# Quasi-chemical relation for the first-shell order parameter, with bcc FeCo as the example

## 1. Premises and conventions

I take a rigid lattice of $N$ equivalent sites with coordination number $z$. Each site holds an atom A (fraction $c$) or B (fraction $1-c$). I write $p=c(1-c)$ and $\beta=1/k_BT$.

- **P1.** The configurational energy is a sum over nearest-neighbour bonds, each counted once, with constant bond energies $V_{AA}$, $V_{AB}$, $V_{BB}$.
- **P2.** There are no vacancies and no displacements. Vibrational, electronic and magnetic free energies are either independent of the configuration or absorbed in the bond energies.
- **P3.** The entropy is that of a lattice without closed loops (pair or Bethe approximation). This is the only statistical approximation.

My interaction is
$$V=V_{AA}+V_{BB}-2V_{AB},$$
and $V>0$ favours unlike neighbours. Half of this quantity is also often called $V$, and $e^{-\beta V}$ below then reads $e^{-2\beta V}$. With $n_i=1$ for A and $0$ for B, the energy is $V\sum_{\langle ij\rangle}n_in_j$ plus terms fixed by $c$. With $n_i=(1+\sigma_i)/2$ it becomes $J\sum\sigma_i\sigma_j$ with $J=V/4$, again up to terms fixed by $c$.

The first-shell Warren–Cowley parameter $\alpha$ is defined by the probability that a given neighbour of an A atom is B: $P(B|A)=(1-c)(1-\alpha)$. Ordering tendency means $\alpha<0$.

## 2. Pair probabilities

Let $y_{\mu\nu}$ be the probability that a bond, read in a fixed direction, has $\mu$ at its first end and $\nu$ at its second. In the disordered phase all sites are equivalent, so $y_{AB}=y_{BA}\equiv y$. Summing over one end must return the site probabilities $x_A=c$, $x_B=1-c$, so $y_{AA}=c-y$ and $y_{BB}=1-c-y$. One variable is free. From $y=c\,P(B|A)$,
$$y=p(1-\alpha),\quad y_{AA}=c\,[c+(1-c)\alpha],\quad y_{BB}=(1-c)[1-c+c\alpha].$$
It follows that $\alpha=(\langle n_in_j\rangle-c^2)/p$, which at $c=1/2$ equals $\langle\sigma_i\sigma_j\rangle$.

There are $z/2$ bonds per site, so the energy per site is
$$e=\tfrac z2\,[y_{AA}V_{AA}+y_{BB}V_{BB}+2yV_{AB}]=e_0(c)-\tfrac z2Vy,$$
with $e_0=\tfrac z2[cV_{AA}+(1-c)V_{BB}]$. This is exact under P1.

## 3. The pair entropy

I derive the entropy on a tree, in the ensemble with a chemical potential conjugate to $c$, where the Boltzmann weight is a product of site and bond factors. I choose a root and list the sites outwards, so that each new site $j$ joins the earlier ones through one bond to its parent $i$. For fixed occupation of $i$ the weight splits into a factor for the branch behind $j$ and a factor for the rest. The probability of the occupation of $j$, given all earlier sites, therefore depends on $i$ alone and equals $y_{ij}/x_i$. The chain rule gives $P=x_{\rm root}\prod y_{ij}/x_{\rm parent}$. A site with $z_i$ bonds is a parent $z_i-1$ times; the root is a parent $z_i$ times, but carries the extra factor $x_{\rm root}$. Hence
$$P=\frac{\prod_{\langle ij\rangle}y_{ij}}{\prod_i x_i^{\,z_i-1}},\qquad \frac{S}{k_B}=-\sum_{\langle ij\rangle}\sum_{\mu\nu}y\ln y+\sum_i(z_i-1)\sum_\mu x\ln x .$$
On a tree any consistent set $\{x,y\}$ defines a normalised $P$ of this form with those marginals, and the true $P$ belongs to the family. Gibbs' variational principle then makes the minimum of $E-TS$ over $\{x,y\}$ exact. P3 carries the expression over to the crystal, with $z/2$ bonds per site:
$$\frac{s}{k_B}=-\frac z2\sum_{\mu\nu}y_{\mu\nu}\ln y_{\mu\nu}+(z-1)\sum_\mu x_\mu\ln x_\mu .$$
On a lattice with loops the product form is in general not normalised, so this is an approximation and the variational bound is lost. As a test I put $y_{\mu\nu}=x_\mu x_\nu$. The pair sum becomes $2\sum x\ln x$, and $s/k_B=(-z+z-1)\sum x\ln x$ is the ideal mixing entropy.

## 4. Minimisation: the quasi-chemical relation

At fixed $c$ the site term is constant. With $dy_{AA}/dy=dy_{BB}/dy=-1$, and with the constants from $d(y\ln y)=(1+\ln y)\,dy$ cancelling as $-1-1+2=0$, the free energy per site $f=e-Ts$ obeys
$$\frac{\partial f}{\partial y}=\frac z2\Big[-V+k_BT\ln\frac{y^2}{y_{AA}y_{BB}}\Big].$$
The second derivative $\frac z2k_BT\,(2/y+1/y_{AA}+1/y_{BB})$ is positive. The first derivative runs from $-\infty$ at $y=0$ to $+\infty$ at $y=\min(c,1-c)$. There is exactly one stationary point, a minimum, at $y_{AA}y_{BB}/y^2=e^{-\beta V}$. This is the mass-action law of the bond "reaction" $2AB\rightleftharpoons AA+BB$, which explains the name. Inserting section 2 and cancelling one factor $p$,
$$\boxed{\frac{[c+(1-c)\alpha]\,[1-c+c\alpha]}{c(1-c)(1-\alpha)^2}=e^{-\beta V}}$$
The coordination number has dropped out, because energy and pair entropy both scale with $z/2$.

**Closed form.** $(c-y)(1-c-y)=e^{-\beta V}y^2$ is the quadratic $(1-e^{-\beta V})y^2-y+p=0$. The root that tends to $p$ as $\beta V\to0$ is $y=2p/(1+D)$ with
$$D=\sqrt{1-4p\,(1-e^{-\beta V})},\qquad \alpha=\frac{D-1}{D+1}.$$
It is the physical root. For $V<0$ the other root $2p/(1-D)$ is negative. For $V>0$ the quadratic is positive at $y=0$ and negative at $y=\min(c,1-c)$, so the smaller root is the one inside the allowed interval.

**Limits.** With $w=\beta V$ and $\epsilon=1-e^{-w}=w-w^2/2+\dots$, I get $D-1=-2p\epsilon-2p^2\epsilon^2$ and $\alpha=\frac12(D-1)-\frac14(D-1)^2$ to second order, so
$$\alpha=-pw+\tfrac12p(1-2c)^2w^2+O(w^3).$$
At $c=1/2$, $D=e^{-w/2}$ and $\alpha=-\tanh(\beta V/4)$. For $w\to\infty$ and $c<1/2$, $D\to1-2c$ and $\alpha\to-c/(1-c)$, the bound set by $y_{AA}\ge0$. For $z=2$ the lattice is a tree and the relation is exact.

## 5. Onset of long-range order on a bipartite lattice

On a bipartite lattice every bond joins sublattice $a$ to sublattice $b$. In bcc these are cube corners and cube centres, and their unequal occupation is B2 order. I let the A fractions be $c+\delta$ on $a$ and $c-\delta$ on $b$, and read each bond from $a$ to $b$:
$$y_{AA}=u,\quad y_{AB}=c+\delta-u,\quad y_{BA}=c-\delta-u,\quad y_{BB}=1-2c+u .$$
The energy is $\frac z2Vu$ plus a function of $c$. Each sublattice holds half the sites, so, up to that function,
$$f=\tfrac z2Vu+k_BT\Big\{\tfrac z2\sum y\ln y-\tfrac{z-1}{2}\big[g(c+\delta)+g(c-\delta)\big]\Big\},$$
with $g(x)=x\ln x+(1-x)\ln(1-x)$. The stationarity conditions are
$$\frac{y_{AA}y_{BB}}{y_{AB}y_{BA}}=e^{-\beta V},\qquad z\ln\frac{y_{AB}}{y_{BA}}=(z-1)\ln\frac{(c+\delta)(1-c+\delta)}{(c-\delta)(1-c-\delta)} .$$
The disordered state $\delta=0$ always solves the second. Since $f$ is even in $\delta$, the mixed derivatives with $u$ and $c$ vanish there, and stability against ordering rests on $f_{\delta\delta}$ alone. With $g''=1/p$ and $y=p(1-\alpha)$,
$$f_{\delta\delta}=k_BT\Big[\frac zy-\frac{z-1}{p}\Big]=\frac{k_BT}{p}\,\frac{1+(z-1)\alpha}{1-\alpha}.$$
The disordered state becomes unstable at $\alpha_c=-1/(z-1)$, whatever $c$ is. I insert this in the boxed relation, using $c-(1-c)/(z-1)=(zc-1)/(z-1)$, its mirror image under $c\to1-c$, and $1-\alpha_c=z/(z-1)$:
$$e^{-V/k_BT_c}=\frac{(zc-1)\,[z(1-c)-1]}{z^2c(1-c)} .$$
An instability exists only for $1/z<c<1-1/z$. At $c=1/2$ the right side is $[(z-2)/z]^2$, so
$$\boxed{k_BT_c=\frac{V}{2\ln[z/(z-2)]}}\qquad(c=\tfrac12).$$
Reversing $\sigma$ on one sublattice maps $V\to-V$ and $\alpha\to-\alpha$ at zero field, and turns $\delta$ into a uniform change of composition. A clustering alloy at $c=1/2$ thus has its unmixing critical point at $\alpha=+1/(z-1)$, at the same temperature with $|V|$ in place of $V$. The criterion is $|\alpha|=1/(z-1)$. On a tree the correlation over $n$ bonds is $\alpha^n$ while the number of sites grows as $(z-1)^n$, so the criterion marks the divergence of the summed correlation.

**The instability is the transition at $c=1/2$.** I put $\delta=L/2$, so $y_{AA}=y_{BB}=u$, and define $r=e^{2\theta}$ by $(1+L)/(1-L)=r^z$, that is $L=\tanh z\theta$. The second condition gives $y_{AB}/y_{BA}=r^{2(z-1)}$. Together with the first, $y_{AB}:u:y_{BA}=r^{z-1}:e^{-w/2}:r^{1-z}$. The site fractions require $(u+y_{AB})/(u+y_{BA})=r^z$, and solving for $r\neq1$,
$$e^{-\beta V/2}=\frac{r^{z-1}-r}{r^z-1}=\frac{\sinh(z-2)\theta}{\sinh z\theta}.$$
The right side starts at $(z-2)/z$ and falls monotonically with $|\theta|$, because $m\coth m\theta$ increases with $m$. Above $T_c$ there is no ordered solution. Below $T_c$ there is one pair $\pm\theta$, and it is the minimum since the disordered point is unstable. Expanding, the ratio is $\frac{z-2}{z}[1-\frac23(z-1)\theta^2]$, which gives
$$L^2\simeq\frac{3z^2\ln[z/(z-2)]}{2(z-1)}\Big(1-\frac T{T_c}\Big).$$
The prefactor is 3.95 for $z=8$. The transition is continuous, with the classical exponent $1/2$. Below $T_c$ the boxed relation for $\alpha$ no longer holds and the two sublattice conditions replace it.

**Diffuse peak.** The short-range-order intensity in Laue units is $\alpha(\mathbf k)=\langle|\sum_i(n_i-c)e^{i\mathbf k\cdot\mathbf r_i}|^2\rangle/(Np)$. At the bcc superstructure point $\mathbf k_0=(2\pi/a)(1,0,0)$, with $a$ the cube edge, the phase factor is $+1$ on one sublattice and $-1$ on the other, and the sum is $N\delta$. Gaussian fluctuations give $\langle\delta^2\rangle=k_BT/(Nf_{\delta\delta})$, so
$$\alpha(\mathbf k_0)=\frac{1-\alpha}{1+(z-1)\alpha}.$$

## 6. Comparison with mean field

The Bragg–Williams approximation forces $u=(c+\delta)(c-\delta)$. The entropy reduces to the site term, $f=\frac z2V(c^2-\delta^2)+\frac12k_BT[g(c+\delta)+g(c-\delta)]$, and $f_{\delta\delta}=-zV+k_BT/p$. So $k_BT_c^{MF}=zVp$, which is $zV/4$ at $c=1/2$. With $x=2/z$ the ratio is
$$\frac{T_c}{T_c^{MF}}=\frac{x}{-\ln(1-x)}=1-\frac1z-\frac1{3z^2}-\dots<1,$$
because $-\ln(1-x)>x$. For bcc, $k_BT_c=1.738\,V$ against $2V$, a ratio of 0.869. The pair treatment lets the disordered phase lower its free energy through short-range order, so that phase survives to lower temperature. For $z=2$ it gives $T_c=0$, as the chain requires.

## 7. Size of the neglected loops in bcc

At $c=1/2$ I reverse one sublattice and have a zero-field ferromagnet with $K=\beta V/4$, $t=\tanh K$ and $|\alpha|=\langle\sigma_0\sigma_1\rangle$. The pair result is $|\alpha|=t$. Writing $e^{K\sigma\sigma'}=\cosh K\,(1+t\sigma\sigma')$ and summing over spins keeps only bond sets with an even number of bonds at each site. The bcc bond graph has no odd loops, so through order $t^6$ these are single polygons:
$$\frac{\ln Z}{N}=\ln2+\frac z2\ln\cosh K+p_4t^4+p_6t^6+O(t^8),$$
with $p_n$ the number of $n$-gons per site. Applying $(2/z)\,\partial/\partial K$ with $dt/dK=1-t^2$ gives $|\alpha|=t+(1-t^2)(m_4t^3+m_6t^5)+O(t^7)$, where $m_n=2np_n/z$ is the number of $n$-gons through a bond.

To count them I use steps $(\pm1,\pm1,\pm1)$, whose three coordinates are independent. The number of $n$-step walks to the neighbour $(1,1,1)$ is $\binom{n}{(n+1)/2}^3$, that is 1, 27 and 1000 for $n=1,3,5$. Walks without immediate reversal have matrices $A_n$ with $A_1=A$ (adjacency), $A_2=A^2-8$ and $A_{n+1}=AA_n-7A_{n-1}$, where the last term removes the reversals. Thus $A_3=A^3-15A$ and $m_4=27-15=12$. Next, $A_5=A^5-29A^3+161A$ gives 378 walks. I remove those that revisit a site, which must contain a square. There are $8\times12=96$ directed squares from site 0. Following one by the step to site 1 is allowed unless the square returned through 1, which leaves $96-12=84$. The mirror case, the step first and then a square at 1, gives 84 more, and 12 walks are of both kinds. So 156 are removed and $m_6=222$:
$$|\alpha|=t+12t^3+210t^5+O(t^7).$$
The pair result is right through order $t^2$, and its leading relative error is $12t^2$. The direction is general: Griffiths' inequality says that added ferromagnetic bonds cannot lower a correlation, and an isolated bond has correlation $t$, so $|\alpha|\ge t$.

For $T_c$ I quote a bound of Fisher (1967): the zero-field correlation between two sites does not exceed the sum of $t^n$ over self-avoiding walks joining them. There are at most $z(z-1)^{n-1}$ walks of $n$ steps from a site, so the summed correlation is finite for $t<1/(z-1)$, and the pair $T_c$ is an upper bound for the nearest-neighbour model. For a size, I use $\chi=\alpha(\mathbf k_0)$. The pair form is $(1+t)/(1-7t)=1+8t+56t^2+392t^3+2744t^4+\dots$ On the lattice the coefficients through $t^4$ count self-avoiding walks, which removes the 96 closed squares and leaves 2648. Then $(1+t)/\chi=1-7t+96t^4+O(t^5)$. The root of the truncated polynomial is $t=0.150$ instead of 0.143, which lowers $T_c$ at fixed $V$ by about 5 per cent. This is the effect of the first loop term only, and not a converged shift.

## 8. Range of validity

- The relation holds for the disordered phase, $T>T_c(c)$, under P1 and P2. It is exact for chains and trees.
- On bcc at $c=1/2$ the relative error in $\alpha$ begins as $12\alpha^2$. It is small for $T\gg T_c$ and amounts to tens of per cent near $T_c$.
- Lattices with triangles are worse. In fcc each bond lies in 4 triangles, the same expansion gives $\alpha=-t+4t^2+\dots$ for $V>0$, and the two-sublattice analysis does not apply.
- The critical exponents are classical, so $\alpha(\mathbf k_0)$ and $L$ are unreliable close to $T_c$.
- Continuity of the transition is shown here for $c=1/2$ only. Elsewhere I have derived the instability line.
- Further shells, multi-site terms, size-effect displacements and any dependence of $V$ on $c$ or $T$ lie outside the premises.

## 9. Illustration: disordered bcc FeCo

Inputs, typical and approximate: equiatomic FeCo orders from bcc to B2 at about 1000 K, and bcc gives way to fcc at about 1250 K. The disordered bcc window is narrow and lies close to $T_c$. I choose $V$ so that the pair model reproduces the first input. With $k_BT_c=0.0862$ eV,
$$V=2k_BT_c\ln\tfrac43=0.0496\ \text{eV}.$$
The model's $T_c$ is thus fitted and tests nothing. A mean-field fit to the same input would give $V=k_BT_c/2=0.0431$ eV, and the mean-field $T_c$ for the pair-fitted $V$ is 1151 K. In the table $K=\frac12\ln\frac43\times(1000\ \text{K}/T)$, and the number of unlike neighbours is $4(1-\alpha)$, against 4 in the random alloy.

| $T$ (K) | $K$ | $\alpha$ (pair) | unlike neighbours | $\alpha(\mathbf k_0)$ (pair) | $12t^3$ | $210t^5$ | $t+12t^3+210t^5$ |
|---|---|---|---|---|---|---|---|
| 1000 | 0.1438 | −0.143 | 4.57 | diverges | 0.035 | 0.012 | 0.190 |
| 1100 | 0.1308 | −0.130 | 4.52 | 12.6 | 0.026 | 0.008 | 0.164 |
| 1200 | 0.1199 | −0.119 | 4.48 | 6.8 | 0.020 | 0.005 | 0.145 |

At 1100 K the pair probabilities are $y_{AA}=y_{BB}=0.2175$ and $y_{AB}=0.2825$, and $y_{AA}y_{BB}/y_{AB}^2=e^{-4K}=0.593$. The short-range-order energy relative to the random alloy is $\frac z2Vp\,\alpha=-6.4$ meV per atom. Across the window $\alpha$ changes slowly, while the diffuse peak falls by almost half between 1100 and 1200 K, so the peak height is the sensitive quantity.

These are the model's numbers, and the neglected terms are sizeable.

**Loops.** At the same $V$ the two loop terms raise $|\alpha|$ by 33, 26 and 21 per cent at the three temperatures, and the series has not converged. The fit also makes $V$ too small for the nearest-neighbour model, since the pair $T_c$ is an upper bound. Refitting with $t_c=0.150$ gives $V=0.052$ eV, and the truncated series then gives $|\alpha|\approx0.18$ at 1100 K, about 1.4 times the pair value.

**Second shell.** Six neighbours sit at 1.15 times the first-shell distance, on the same sublattice. An interaction $V_2$, defined like $V$, adds $3V_2(c^2+\delta^2)$ to the mean-field $f$, so $T_c^{MF}\propto8V-6V_2$. An assumed $V_2=0.1V$ lowers $T_c^{MF}$ by 7.5 per cent, and refitting to the same $T_c$ raises $V$ by 8 per cent. It also creates 6 two-step paths (one first-shell and one second-shell bond) between nearest neighbours, which multiply $\alpha$ by $1-6\tanh(\beta V_2/4)$ at leading order, a reduction by the fraction 0.08 at 1100 K. At fixed $T_c$ the two effects roughly cancel in $\alpha$.

**Magnetism.** FeCo is typically ferromagnetic throughout its bcc range, so the fitted $V$ is an effective interaction containing a magnetic part. That part can change with the magnetisation across the window, and a single fitted temperature cannot size it. Since $\alpha\approx-\beta V/4$, any fractional drift of $V$ passes almost unchanged into $\alpha$.

I have no dependable typical value of $\alpha$ for disordered FeCo to weigh these numbers against. What the model supports at 1100 K is $\alpha=-0.13$ in the pair approximation, and a magnitude nearer 0.18 for the same nearest-neighbour Hamiltonian once the first bcc loops enter both the fit and the correlation.